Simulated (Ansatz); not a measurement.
In4Sb3As: a bulk modulus from differences

It was reached by relaxing an invented guess, and it needn't be the stable form of this composition.

These are results of DFT PBE, scalar-relativistic, plane waves, PAW in Ansatz, not measurements. Plane waves to 420 eV, a 6×6×6 mesh through Γ for the 8-atom cell and 0.10 eV Gaussian smearing; no spin polarisation.

Space group P-43m (No. 215). a = 6.526 Å, b = 6.526 Å, c = 6.526 Å, α = 90.00°, β = 90.00°, γ = 90.00°
| atom | site | symmetry | x | y | z |
| --- | --- | --- | --- | --- | --- |
| In | 4e | .3m | 0.2417 | 0.7583 | 0.2417 |
| Sb | 3c | -42.m | 0.0000 | 0.5000 | 0.5000 |
| As | 1a | -43m | 0.0000 | 0.0000 | 0.0000 |

The cell was set to several volumes, with shape and atoms relaxed at each where symmetry leaves them free. Pressure is positive in compression, and energies count from the lowest row. No row has a gap on its mesh.

```
row  V (Å³/atom)  P (GPa)  ΔE (meV/atom)
  1       30.575     6.76           77.3
  2       31.618        ?              ?
  3       32.660     2.78           16.8
  4       33.702     1.25            3.9
  5       34.745    -0.02            0.0
  6       35.787    -1.10            3.7
  7       36.829    -1.99           13.9
  8       38.219    -2.96           35.6
```

Question: Find B = −V·ΔP/ΔV from rows 4 and 6 and from rows 1 and 3, and from the two its slope B′ and its value B0 at zero pressure.

Answer: Rows 4 and 6 give −(33.702 + 35.787)/2 × (-1.10 − (1.25))/(35.787 − 33.702) = 39.2 GPa at a mean pressure of 0.07 GPa. Rows 1 and 3 give −(30.575 + 32.660)/2 × (2.78 − (6.76))/(32.660 − 30.575) = 60.4 GPa at a mean pressure of 4.77 GPa. So B′ = (60.4 − 39.2)/(4.77 − (0.07)) = 4.51 and B0 = 39.2 − 4.51 × (0.07) = 38.9 GPa. A third-order Birch–Murnaghan fit to all the energies gives B0 = 39.0 GPa and B′ = 4.8.

Question: Estimate the pressure and energy of row 2.

Answer: From row 5, V0 = 34.745 × (1 + (-0.02)/38.9) = 34.727 Å³/atom. Murnaghan's form P = (B0/B′)·[(V0/V)^B′ − 1] gives (38.9/4.51) × [(34.727/31.618)^4.51 − 1] = 4.54 GPa; the computed pressure is 4.59 GPa, so the estimate is off by -0.05 GPa. The work of compression from row 3, with the mean of the two pressures, gives ΔE = 16.8 + (4.54 + 2.78)/2 × (32.660 − 31.618)/160.2 × 1000 = 40.6 meV/atom (1 eV/Å³ = 160.2 GPa); the computed value is 40.6 meV/atom.

Spin–orbit coupling, which can matter for Sb, is left out. The zero gap may come from the functional, which often closes small gaps. All volumes keep the k mesh of the relaxed cell. A later test with randomly moved atoms came back to the same energy, though modes that don't fit the test's cell weren't probed.

The crystal is soft, with B0 near 39 GPa, and it stiffens under load: row 3 costs 16.8 meV/atom, whereas the nearly equal expansion in row 7 costs 13.9. This is expected of an open tetrahedral network held by long, polar covalent bonds, in which short-range repulsion rises faster on compression than bonding weakens on stretching. The slope of 4.51 lies below the fitted 4.8 probably because it averages over a finite pressure range, and B′ usually falls as pressure rises.

Indium sits at 0.2417 rather than at the ideal quarter position, displaced towards arsenic. The smaller anion thus keeps a shorter bond than antimony does, and the lattice takes up the size mismatch through internal relaxation instead of imposing one common bond length.

The smooth curve describes compression within this structure only. Related indium pnictides transform under pressure to denser, more highly coordinated metallic phases, so the most compressed rows may be metastable, which a cell of fixed symmetry can't reveal.
